# Mixing angle and Lorentzian derivative coupling of two electronic states

At each **Predict**, write down an answer before reading on.

## 1. Premises and conventions

The molecular Hamiltonian is $H=-\frac{\hbar^2}{2M}\nabla^2+H_{\rm el}(\mathbf r;\mathbf R)$. The gradient acts on nuclear coordinates $\mathbf R$, scaled to a common mass $M$, and brackets integrate over electronic coordinates. The adiabatic states obey $H_{\rm el}\psi_j=E_j\psi_j$, with $E_1\le E_2$. There are three premises.

- **P1 (reality).** The electronic functions can be chosen real, orthonormal and smooth in the region studied.
- **P2 (isolation).** Two states span a subspace with projector $P$, and the part of $\nabla\psi_{1,2}$ in the complement $Q=1-P$ is neglected.
- **P3 (diabatic basis).** The subspace has a real orthonormal basis $\phi_1,\phi_2$ with $\langle\phi_a|\nabla\phi_b\rangle=0$. In it $H_{\rm el}$ is the real symmetric matrix $W_{ab}(\mathbf R)$.

P2 and P3 together let us treat $\phi_1,\phi_2$ as constant vectors under $\nabla$.

## 2. The coupled nuclear equations

Insert the Born–Huang expansion $\Psi=\sum_j\chi_j(\mathbf R)\psi_j$ into $H\Psi=E\Psi$. The product rule gives $\nabla^2(\chi_j\psi_j)=\psi_j\nabla^2\chi_j+2\nabla\psi_j\cdot\nabla\chi_j+\chi_j\nabla^2\psi_j$. Projection on $\psi_i$ yields

$$-\frac{\hbar^2}{2M}\sum_j\left[\delta_{ij}\nabla^2+2\mathbf F_{ij}\cdot\nabla+G_{ij}\right]\chi_j+E_i\chi_i=E\chi_i,\tag{1}$$

$$\mathbf F_{ij}=\langle\psi_i|\nabla\psi_j\rangle,\qquad G_{ij}=\langle\psi_i|\nabla^2\psi_j\rangle.\tag{2}$$

**Predict.** How many independent elements does $\mathbf F$ have for two real states?

One. The gradient of $\langle\psi_i|\psi_j\rangle=\delta_{ij}$ gives $\mathbf F_{ij}+\mathbf F_{ji}=0$ for real functions, so $\mathbf F_{11}=\mathbf F_{22}=0$ and $\mathbf F_{21}=-\mathbf F_{12}$.

## 3. The mixing angle

Define $\bar W=\tfrac12(W_{11}+W_{22})$, $d=\tfrac12(W_{11}-W_{22})$ and $\rho=\sqrt{d^2+W_{12}^2}$, so that $W_{11}=\bar W+d$ and $W_{22}=\bar W-d$. Any real orthonormal pair in the subspace is, up to signs, a rotation of the basis:

$$\psi_1=-\sin\theta\,\phi_1+\cos\theta\,\phi_2,\qquad \psi_2=\cos\theta\,\phi_1+\sin\theta\,\phi_2.\tag{3}$$

The off-diagonal element of $H_{\rm el}$ is

$$\langle\psi_1|H_{\rm el}|\psi_2\rangle=-\sin\theta\cos\theta\,(W_{11}-W_{22})+(\cos^2\theta-\sin^2\theta)W_{12}=W_{12}\cos2\theta-d\sin2\theta.\tag{4}$$

Adiabatic states make it vanish:

$$\tan2\theta=\frac{W_{12}}{d}=\frac{2W_{12}}{W_{11}-W_{22}}.\tag{5}$$

**Predict.** Equation (5) is unchanged by $\theta\to\theta+\pi/2$. What does this shift do to the states, and how is the branch fixed?

It sends $\psi_2\to\psi_1$ and $\psi_1\to-\psi_2$, an exchange of labels. The energy ordering fixes the branch. From (3),

$$\langle\psi_2|H_{\rm el}|\psi_2\rangle=W_{11}\cos^2\theta+W_{22}\sin^2\theta+2W_{12}\sin\theta\cos\theta=\bar W+d\cos2\theta+W_{12}\sin2\theta.$$

Condition (5) allows $(\cos2\theta,\sin2\theta)=\pm(d,W_{12})/\rho$. The upper sign gives $\bar W+\rho$ for $\psi_2$, and invariance of the trace gives $\bar W-\rho$ for $\psi_1$. Hence

$$\cos2\theta=\frac d\rho,\qquad\sin2\theta=\frac{W_{12}}\rho,\qquad E_{2,1}=\bar W\pm\rho.\tag{6}$$

So $2\theta$ is the polar angle of the plane vector $(d,W_{12})$. It is smooth wherever $\rho\ne0$, including $d=0$, where the tangent in (5) diverges. The remaining freedom $\theta\to\theta+\pi$ reverses the sign of both states.

## 4. First-derivative coupling

**Predict.** Differentiate (3) with $\phi_a$ constant and express the result through $\psi_1,\psi_2$.

$$\nabla\psi_2=(-\sin\theta\,\phi_1+\cos\theta\,\phi_2)\nabla\theta=\psi_1\nabla\theta,\qquad\nabla\psi_1=(-\cos\theta\,\phi_1-\sin\theta\,\phi_2)\nabla\theta=-\psi_2\nabla\theta.\tag{7}$$

Projection gives

$$\mathbf F_{12}=\nabla\theta=-\mathbf F_{21}.\tag{8}$$

The sign is a convention. Reversing the sign of one state alone, or exchanging the labels, gives $\mathbf F_{12}=-\nabla\theta$.

To express $\nabla\theta$ through $W$, take the gradient of the identity $W_{12}\cos2\theta-d\sin2\theta=0$, which has no singularity at $d=0$:

$$\cos2\theta\,\nabla W_{12}-\sin2\theta\,\nabla d-2\,(W_{12}\sin2\theta+d\cos2\theta)\nabla\theta=0.$$

By (6) the bracket equals $\rho$, so

$$\nabla\theta=\frac{d\,\nabla W_{12}-W_{12}\nabla d}{2\,(d^2+W_{12}^2)}.\tag{9}$$

The mean $\bar W$ has dropped out. Where $W_{12}\neq0$, dividing numerator and denominator by $W_{12}^2$ shows that only the ratio $g=d/W_{12}$ matters:

$$\nabla\theta=-\frac{\nabla g}{2\,(1+g^2)}.\tag{10}$$

A second route confirms (9). The gradient of $\langle\psi_1|H_{\rm el}|\psi_2\rangle=0$, with $\langle\nabla\psi_1|\psi_2\rangle=-\mathbf F_{12}$, reads $-E_2\mathbf F_{12}+\langle\psi_1|\nabla H_{\rm el}|\psi_2\rangle+E_1\mathbf F_{12}=0$. This is the off-diagonal Hellmann–Feynman relation $\mathbf F_{12}=\langle\psi_1|\nabla H_{\rm el}|\psi_2\rangle/(E_2-E_1)$. In the constant basis the numerator is (4) with $W$ replaced by $\nabla W$, namely $(d\,\nabla W_{12}-W_{12}\nabla d)/\rho$, and the denominator is $2\rho$.

## 5. Second-derivative coupling

**Predict.** Is the diagonal term $-\hbar^2G_{jj}/2M$ in (1) a well or a bump, and does it have opposite signs on the two surfaces?

Take the divergence of (7) and use (7) again:

$$\nabla^2\psi_2=\psi_1\nabla^2\theta+\nabla\psi_1\cdot\nabla\theta=\psi_1\nabla^2\theta-\psi_2|\nabla\theta|^2,$$

$$\nabla^2\psi_1=-\psi_2\nabla^2\theta-\nabla\psi_2\cdot\nabla\theta=-\psi_2\nabla^2\theta-\psi_1|\nabla\theta|^2.$$

Therefore

$$G_{11}=G_{22}=-|\nabla\theta|^2,\qquad G_{12}=-G_{21}=\nabla^2\theta.\tag{11}$$

The diagonal correction is $+\hbar^2|\nabla\theta|^2/2M$, the same bump on both surfaces, independent of sign conventions. It leaves the gap $2\rho$ unchanged. The off-diagonal operator $A=2\nabla\theta\cdot\nabla+\nabla^2\theta$ acts on a function $\chi$ as $\nabla\theta\cdot\nabla\chi+\nabla\cdot(\chi\nabla\theta)$, and integration by parts gives $A^\dagger=-A$. The 21 element is $-A$, so the coupling matrix is Hermitian. Dropping $G_{12}$ while keeping $\mathbf F_{12}$ would destroy this property.

P2 enters (11) in a definite way. The divergence of $\mathbf F_{11}=0$ gives $G_{11}=-\langle\nabla\psi_1|\cdot|\nabla\psi_1\rangle$ exactly. Inserting $1=P+Q$,

$$G_{11}=-|\mathbf F_{12}|^2-\langle\nabla\psi_1|Q|\nabla\psi_1\rangle,\tag{12}$$

and likewise for $G_{22}$. Result (11) omits the last term, which differs between the two states.

## 6. Linear crossing with constant coupling

Take one coordinate $x$, measured from the diabatic crossing, with $W_{11}-W_{22}=kx$ and constant $W_{12}\ne0$. Then $d=kx/2$, the adiabatic gap is $2\rho=\sqrt{k^2x^2+4W_{12}^2}$, and its minimum is $2|W_{12}|$.

**Predict.** The only length available is $|W_{12}/k|$. If $W_{12}$ is halved, what happens to the height, width and area of $|F_{12}(x)|$?

Equation (9) with $\nabla W_{12}=0$ and $\nabla d=k/2$ gives

$$F_{12}=\theta'=\frac{-W_{12}k/2}{2\,(k^2x^2/4+W_{12}^2)}=-\frac{kW_{12}}{k^2x^2+4W_{12}^2}.$$

Divide numerator and denominator by $k^2$ and set $a=2|W_{12}/k|$:

$$F_{12}=-s\,\frac{a/2}{x^2+a^2},\qquad s=\operatorname{sgn}(kW_{12}),\qquad a=2\left|\frac{W_{12}}{k}\right|.\tag{13}$$

This Lorentzian has the following properties.

- The peak, at $x=0$, is $|F_{12}|_{\max}=1/(2a)=|k|/(4|W_{12}|)$.
- It falls to half at $x=\pm a$, where the diabatic splitting $|kx|$ equals the minimum gap. The full width at half maximum is $2a$.
- The partial area is $\int_{-L}^{L}|F_{12}|\,dx=\left[\tfrac12\arctan(x/a)\right]_{-L}^{L}=\arctan(L/a)$, which tends to $\pi/2$ as $L\to\infty$.

Halving $W_{12}$ halves the width, doubles the height and keeps the area. As $W_{12}\to0$, $|F_{12}|\to(\pi/2)\,\delta(x)$.

**Predict.** Why must the area be $\pi/2$ whatever $k$ and $W_{12}$ are?

Because it is the total turn of $\theta$. For $k,W_{12}>0$, (6) is solved by $\theta=\pi/4-\tfrac12\arctan(x/a)$, which runs from $\pi/2$ through $\pi/4$ to $0$. The lower state goes from $-\phi_1$ to $\phi_2$, and a complete exchange between orthogonal vectors is a right angle. By (10) the area is $\pi/2$ for any $g(x)$ that runs monotonically between $-\infty$ and $+\infty$. The Lorentzian shape belongs to linear $g$.

From (11) and (13),

$$G_{11}=G_{22}=-\frac{a^2/4}{(x^2+a^2)^2},\qquad G_{12}=\theta''=s\,\frac{a\,x}{(x^2+a^2)^2}.\tag{14}$$

$|G_{11}|$ peaks at $1/(4a^2)$. The derivative of $G_{12}$ is proportional to $a^2-3x^2$, so $|G_{12}|$ peaks at $|x|=a/\sqrt3$ with the value $3\sqrt3/(16a^2)$.

The size of the $F$ term follows from a local plane wave $\chi\propto e^{iKx}$ with speed $v=\hbar K/M$. The term $(\hbar^2/M)F_{12}\,d/dx$ has magnitude $\hbar v|F_{12}|$. Its ratio to the gap at the crossing is

$$\xi=\frac{\hbar v\,|F_{12}|_{\max}}{2|W_{12}|}=\frac{\hbar v|k|}{8W_{12}^2},\tag{15}$$

and motion on a single adiabatic surface needs $\xi\ll1$.

## 7. Range of validity

**Reality.** P1 holds for an even number of electrons without a magnetic field when the states are singlets or, with spin–orbit coupling, nondegenerate, like the $\Omega=0^+$ states of a diatomic. For Kramers pairs the real $2\times2$ form fails in general.

**Existence of the diabatic basis.** In one dimension P3 can always be met by integrating a computed $F_{12}(x)$ to obtain $\theta(x)$ and inverting (3). In several dimensions (8) requires $\mathbf F_{12}$ to be curl-free. Coupling to the $Q$ states spoils this in general, and the basis is then only approximately diabatic.

**Degeneracy.** At $\rho=0$ the angle is undefined. Near a conical intersection $d=\kappa X$, $W_{12}=\lambda Y$, the vector $(d,W_{12})$ turns once on a loop around the point, so $\oint\mathbf F_{12}\cdot d\mathbf R=\pm\pi$ and both states change sign. A cut at fixed $Y\ne0$ is again (13), with $a=|\lambda Y/\kappa|$.

**Linearity.** Equation (13) needs $g$ linear over several $a$. The tails are long: half the area lies outside $|x|<a$, and collecting 90 % of it takes $L=a\tan(0.45\pi)=6.3\,a$. Two departures can be worked out with $u=x/a$ and $k,W_{12}>0$, for which the linear case is $g=u$ and $|F_{12}|=(dg/du)/[2a(1+g^2)]$.

*Coulomb curvature.* For a splitting $C(1/R_c-1/R)$ with $x=R-R_c$ and $k=C/R_c^2$, one has $W_{11}-W_{22}=kx/(1+x/R_c)$. Then $g=u/(1+\epsilon u)$ with $\epsilon=a/R_c$, and $dg/du=(1+\epsilon u)^{-2}$, so

$$|F_{12}|=\frac1{2a}\,\frac1{(1+\epsilon u)^2+u^2}.\tag{16}$$

The denominator is quadratic in $u$, with minimum $1/(1+\epsilon^2)$ at $u=-\epsilon/(1+\epsilon^2)$. The shape is still Lorentzian, shifted inward and higher by the factor $1+\epsilon^2$.

*Decaying coupling.* For a linear splitting and a coupling $W_{12}e^{-\beta x}$, with $a$ defined at the crossing and $b=\beta a$, one has $g=ue^{bu}$, $dg/du=(1+bu)e^{bu}$ and

$$-F_{12}=\frac1{2a}\,\frac{(1+bu)\,e^{-bu}}{u^2+e^{-2bu}}.\tag{17}$$

**Predict.** To first order in $b$, is the peak shifted, rescaled, or both?

The numerator is $1+O(b^2)$ and the denominator is $u^2+1-2bu+O(b^2)=(u-b)^2+1+O(b^2)$. The peak is shifted outward by $\beta a^2$, and its height changes only at second order. The coupling changes sign at $x=-1/\beta$, where $g=-1/(be)$. By (10), the area from there to $+\infty$ is $\tfrac12[\pi/2+\arctan(1/(be))]=\pi/2-\tfrac12\arctan(be)$, short of a right angle.

## 8. Illustration: the ionic–covalent crossing of NaI

Let $\phi_1$ be the ionic state Na$^+$I$^-$ and $\phi_2$ the covalent $\Omega=0^+$ state that correlates with ground-state atoms. For the non-rotating molecule, with $\chi$ equal to $R$ times the radial function, (1) is one-dimensional and $M$ is the reduced mass $\mu$. The approximate inputs are $R_c\approx7.0$ Å and $W_{12}\approx0.05$ eV. The covalent curve is taken flat and the ionic one purely Coulombic, with $C=e^2/4\pi\varepsilon_0=14.40$ eV Å. Three figures are carried in intermediate values for the arithmetic only. The inputs support two at most.

**Predict.** Is the coupling region narrower or wider than 1 Å?

The slope is $k=14.40/7.0^2=0.294$ eV/Å, and $a=2(0.05)/0.294=0.340$ Å. The peak is $0.294/(4\times0.05)=1.47$ Å$^{-1}$. With atomic masses of approximately 22.99 u and 126.90 u, $\mu=19.46$ u and $\hbar^2/2\mu=1.074\times10^{-4}$ eV Å$^2$. At the crossing $|G_{11}|=1.47^2=2.16$ Å$^{-2}$, and the largest $|G_{12}|$ is 2.81 Å$^{-2}$. For an illustrative radial kinetic energy of 1.0 eV, $v=\sqrt{2E_{\rm kin}/\mu}=0.0315$ Å/fs and $\hbar v=0.0207$ eV Å.

| Quantity | Value |
|---|---|
| minimum gap $2W_{12}$ | 0.10 eV |
| full width $2a$ | 0.68 Å |
| peak of $\lvert F_{12}\rvert$ | 1.5 Å$^{-1}$ = 0.78 bohr$^{-1}$ |
| peak of $\hbar^2\lvert G_{11}\rvert/2\mu$ | 0.23 meV = 1.9 cm$^{-1}$ |
| peak of $\hbar^2\lvert G_{12}\rvert/2\mu$ | 0.30 meV |
| $\hbar v\lvert F_{12}\rvert_{\max}$ | 0.030 eV |
| $\xi$ | 0.30 |

The diagonal bump is 0.0023 of the gap and smaller than the $F$ term by a factor $1.3\times10^2$. The $F$ term is nearly a third of the gap, so at this speed a single-surface description is doubtful and both components of (1) should be kept.

The neglected terms have these sizes.

- **Curvature.** $\epsilon=0.049$, so (16) moves the peak inward by 0.02 Å and raises it by 0.2 %.
- **Polarisation.** The ion–induced-dipole energy $-C\alpha/2R^4$ has slope $2C\alpha/R^5$, a fraction $2\alpha/R_c^3$ of $k$. For a typical summed ionic polarisability volume $\alpha\approx7$ Å$^3$ this is 4 %.
- **Variation of $W_{12}$.** For a typical $\beta\approx0.7$ Å$^{-1}$, $b=0.24$ and the first-order shift is 0.08 Å. Equation (17) is 1.20 times the Lorentzian at $x=+a$ and 0.74 times it at $x=-a$. The sign change lies at $x=-1.4$ Å, inside the $\pm2.1$ Å that the Lorentzian needs for 90 % of its area, and the area of the main peak is 1.3 rad in place of $\pi/2$. This is the leading correction.
- **Other states.** The next $0^+$ state, correlating with spin–orbit-excited iodine, lies approximately 0.9 eV above the covalent curve, well above the 0.10 eV gap. The $Q$ term of (12) is nevertheless present, because electrons travel with their nuclei. For a separated atom or ion of mass $M_A$ it contributes of order $m_e/M_A$ times the electronic kinetic energy. Most of this is a constant from the core electrons, common to both states. The part that differs between Na and Na$^+$ is of order $m_e/M_{\rm Na}$ times the ionisation energy, approximately 5.1 eV, which gives 0.1 meV. It enters $G_{11}$ as a smooth step across the crossing and rivals the 0.23 meV bump, so (14) gives the peaked part of the diagonal correction and not its full dependence on $R$.